A crystal of nickel is squeezed and stretched on the computer without changing its shape, and its energy is calculated with spin-polarised density-functional theory (PBE). In the table, $V$ is the volume per atom and $E$ the energy per atom. An equation of state fitted to all seven rows puts the minimum at $V_0 = 10.856$ Å³ and gives a bulk modulus $B = 200.3$ GPa, the resistance to uniform compression. Energies are counted from that minimum.

Fcc nickel (Fm-3m, one atom per cell), computed with FLEUR MaX-R8.1 (later development tree): all-electron FLAPW, PBE, collinear spins, no spin–orbit coupling, 13×13×13 k mesh, Fermi–Dirac smearing of 0.05 eV, plane-wave cutoff kmax 4.08 bohr⁻¹. The cell is scaled at fixed shape with static nuclei; energies are counted from the minimum of the fitted equation of state.

| volume (Å³/atom) | energy (meV/atom) |
| --- | --- |
| 9.86 | 68.91 |
| 10.07 | 40.90 |
| 10.28 | 21.29 |
| 10.49 | 8.32 |
| 10.70 | 1.12 |
| 10.91 | 0.33 |
| 11.12 | 3.84 |

**(a) Which row is closest to the crystal's natural size, and why is no energy zero?**

The row at 10.91 Å³ has the lowest energy, 0.33 meV. It is still not the minimum, which lies about 0.05 Å³ below it, between two calculated volumes. The zero belongs to the bottom of the fitted curve, and no calculation was placed exactly there. That offset accounts for about half of the 0.33 meV; the rest is scatter of the computed energy about the fitted curve, taken up in part (g).

**(b) Why does the energy rise on both sides?**

Consider the two extremes. If the atoms are pulled far apart, their orbitals no longer overlap and the energy gained by bonding is lost. If they are pushed close together, the outer electrons are confined to less space between the ion cores. Confinement raises their kinetic energy, and the Pauli principle makes the rise much larger, because it keeps them from all settling into the lowest states and from sinking into the filled cores.

The natural volume is where the inward pull of bonding and the outward push of confinement cancel. On the compressed side the push grows faster than the pull, so the net force is outward. On the expanded side the pull is the stronger of the two. The table shows only the sum of these effects; the division into pull and push is the standard theory of metallic bonding.

**(c) How would the curve change if nickel were replaced by its neighbour copper?**

In a transition metal much of the pull comes from the d electrons. When atoms approach, their d levels spread into a band whose lower part is bonding and whose upper part is antibonding. An empty band gives no bonding, a half-filled one gives the most, and in a full one the gain and the loss nearly cancel.

Nickel's d band is almost full, so a little of this pull remains. Copper has one more electron and a filled d band, which in this simple picture removes the rest, although mixing of d and s states still binds the metal. No copper calculation is at hand here, so what follows is an expectation. With a weaker pull, the balance is reached at a larger volume and the well is shallower. Copper is indeed known to have the larger atomic volume and the lower bulk modulus.

**(d) What pressure would hold the crystal at 10.49 Å³?**

Pressure is the energy paid per unit of volume removed, that is, the downward slope of the curve. The two neighbouring rows give

$$p \approx \frac{21.29-1.12}{10.70-10.28}\ \frac{\text{meV}}{\text{Å}^3} = 48\ \frac{\text{meV}}{\text{Å}^3} \approx 7.7\ \text{GPa},$$

since 1 eV/Å³ is 160.2 GPa. This slope is good to a few tenths of a gigapascal.

The pressure is large although the energy, 8.32 meV, looks small. Near the bottom of a well the energy grows with the square of the displacement, while the force grows with its first power. The distance between neighbouring atoms is here only about 1% shorter than at equilibrium. A cell within 10 meV of the minimum may therefore still be under a pressure of several gigapascals.

**(e) Can the energy at the smallest volume be estimated from the bulk modulus alone?**

For a small change of volume the pressure is proportional to the compression, $p = -B(V-V_0)/V_0$. Adding up the work done against this pressure gives a parabola:

$$E = \frac{B}{2V_0}\,(V-V_0)^2 .$$

At 9.86 Å³ the volume is 0.996 Å³ below the minimum, and $B$ is $200.3/160.2 = 1.250$ eV/Å³. Hence

$$E = \frac{1.250}{2\times 10.856}\times 0.996^2\ \text{eV} \approx 57\ \text{meV}.$$

The calculated energy is 68.91 meV, about 21% above the parabola. At the three largest volumes the parabola agrees to within 0.3 meV. That agreement is no independent success, because $B$ and $V_0$ come from a fit that included these rows. The informative part is the way the parabola fails under compression.

The shortfall is 11.8 meV in the first row and 2.2 meV in the third, a ratio of 5.4. The cube of the ratio of their distances from the minimum is 5.2. The smaller shortfall is uncertain by about 0.2 meV through scatter and the rounding of the volumes, so the first ratio is good to only about a tenth of its size. The missing energy thus grows roughly as the third power of the compression, as the next term of an expansion about the minimum should. Its main cause is that the metal stiffens as it is squeezed: the push between crowded electrons rises ever more steeply, while the bonding pull changes more gently. The fitted curve expresses this as a gain of about 5 GPa in bulk modulus for each gigapascal of pressure.

**(f) The nuclei were held still. How would the natural volume shift if they vibrated?**

It would grow. A lattice that stiffens when squeezed also softens when stretched, and atoms in a softer lattice vibrate at lower frequencies. Lower frequencies mean less zero-point energy and, in a warm crystal, more entropy. Both favour a slightly larger cell.

The lopsided well of part (e) and the thermal expansion of a metal thus have a common origin. The table supplies the stiffening; the step from there to expansion is an argument from lattice theory. It also means that 10.856 Å³ is the volume of a motionless crystal, and that a measured volume should be corrected for vibration before it is used to judge the functional.

**(g) Which digits can be trusted?**

The bulk modulus can also be read from the curvature through any three successive rows. It should fall steadily as the crystal expands. Instead it rises from 220 GPa around 10.49 Å³ to 249 GPa around 10.70 Å³, then drops to 170 GPa around 10.91 Å³. The printed output after this text lists these values beside the pressures and the parabola.

This zigzag should not be read as a property of nickel. Raising the single energy at 10.70 Å³ by about a quarter of a meV is enough to remove the rise. That row is the natural suspect: it lies 0.28 meV below the parabola, on the compressed side where stiffening should put it above. Curvature is a small difference between energy steps, divided by the square of a small volume step, so it magnifies tiny errors. At 10.70 Å³ an error of 0.16 meV, the typical misfit of the equation of state, already changes the three-row modulus by 12 GPa.

The source of the scatter is a matter for conjecture. The mesh of electron wave vectors may be slightly too coarse, or the number of basis functions may change in jumps as the cell grows at a fixed cutoff. The second is the likelier cause. A mesh of fixed size scales with the cell, so its error is expected to drift smoothly, whereas a volume that happens to admit a few extra basis functions is expected to come out slightly too low. A denser mesh and a higher cutoff would test both. The energies alone also do not show what magnetic moment the calculations reached, or how it changes with volume.

The same small error harms the three fitted quantities to different degrees. The equilibrium volume depends on where the slope vanishes and is secure to roughly 0.01 Å³, so 10.86 Å³ is a fair statement. The bulk modulus depends on the curvature and is better quoted as 200 GPa, with several gigapascals of doubt. Its change with pressure depends on how the curvature itself varies, and only two of the seven rows lie beyond the minimum to help fix it; "about 5" is all that it deserves. These margins describe only the scatter of the energies about the fitted curve. A denser mesh or a higher cutoff could still shift all the rows smoothly, and the distance from experiment is a separate matter again.

Numerical output:

```
Compression and parabola:
    row  volume from equilibrium in %  Ni-Ni contact in A  parabola in meV  energy less parabola in meV
   9.86                        -9.175               2.407            57.12                        11.79
  10.07                         -7.24               2.424            35.57                        5.327
  10.28                        -5.306                2.44             19.1                        2.186
  10.49                        -3.371               2.457            7.713                       0.6068
   10.7                        -1.437               2.473            1.401                      -0.2813
  10.91                        0.4974               2.489           0.1679                       0.1621
  11.12                         2.432               2.505            4.013                      -0.1731
Steps between rows:
    row  energy step from row above in meV  mean pressure in that step in GPa  middle volume of three rows in A3  change of step in meV  three-point modulus in GPa
  10.07                             -28.01                              21.37                               9.86                    n/a                         n/a
  10.28                             -19.61                              14.96                              10.07                    8.4                       307.3
  10.49                             -12.97                              9.895                              10.28                   6.64                         248
   10.7                               -7.2                              5.493                              10.49                   5.77                       219.9
  10.91                              -0.79                             0.6027                               10.7                   6.41                       249.2
  11.12                               3.51                             -2.678                              10.91                    4.3                       170.4
Lowest row less equilibrium volume in A3: 0.054
Pressure at the given cell from its two neighbours in GPa: 7.694
Ni-Ni contact at the equilibrium volume in A: 2.485
Lengthening of the contact from given cell to equilibrium in %: 1.15
Excess over the parabola at the smallest volume in % of the parabola: 20.64
Ratio of the excess in the first row to that in the third: 5.392
Cube of the ratio of their distances from equilibrium: 5.17
Smallest shift of one energy that restores the order of the bends in meV: 0.2133
Change of the three-point modulus at the fifth row if its energy moves by the fit rms in GPa: 12.44
Number of rows below the equilibrium volume: 5
Number of rows above the equilibrium volume: 2
```
